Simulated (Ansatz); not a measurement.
## Cd: pressure against volume per atom

Periodic Kohn-Sham DFT of a crystal at fixed atoms; pressure and stress are positive in compression; the energy is the free energy less that of spherical unpolarised free atoms; site moments are those in the method's own spheres, positive along +z. The results are calculated, by Ansatz 0.2.0.

Cell of the first row (space group P6_3/mmc, No. 194):
```
CELL_PARAMETERS angstrom
2.91810 0.00000 0.00000
-1.45900 2.52710 0.00000
0.00000 0.00000 5.50300
ATOMIC_POSITIONS crystal
Cd 0.33333 0.66667 0.25000
Cd 0.66667 0.33333 0.75000
```

Settings of every row: method all-electron PAW; functional PBEsol; relativity scalar; k mesh 16x16x7; filling fermi-dirac; smearing width 0.05 eV; nucleus gaussian.

Atom start moment: 0 on all atoms.

```
row  volume per atom (Å³)  pressure (GPa)
  1                 20.29           2.413
  2                20.722             0.9
  3                21.154          -0.418
  4                21.369          -1.011
  5                21.585          -1.563
  6                21.801          -2.077
  7                22.017               ?
  8                22.449          -3.404
  9                 22.88          -4.129
```

Question: what pressure should row 7 give?

Worked fit of pressure. Take u = (V_r/V)^(2/3) − 1 with V_r = 21.477 Å³ an atom, which is twice the finite (Eulerian) strain; such expansions in the strain, on which the Birch-Murnaghan equation of state is built, carry the rest volume and the bulk modulus. The shown rows have u = 0.03863, 0.02414, 0.01015, 0.00337, -0.00334, -0.00993, -0.02908, -0.04131. Least squares give pressure = −1.2914 + 82.43 × u + 341.01 × u² + 198 × u³ GPa; a parabola predicts inner rows, each left out in turn, worse (root mean square 0.0032 against 0.0014 GPa). The rows lie off it by 0.000, 0.000, 0.001, -0.001, 0.000, -0.001, 0.001, 0.000. The pressure vanishes at u = 0.0148, or V = 21.01 Å³ an atom, and there the bulk modulus at fixed shape and fractions is B = −V dP/dV = (2/3)(1 + u) dP/du = 62.7 GPa. Letting shape and atoms relax would as a rule lower it, by much in layered, chain or molecular crystals. The withheld row has u = -0.01642, so the fit gives −1.2914 + 82.43 × (-0.01642) + 341.01 × (-0.01642)² + 198 × (-0.01642)³ = -2.554 GPa.

The calculation gave -2.554 GPa. The fit meets it to the printed digit.
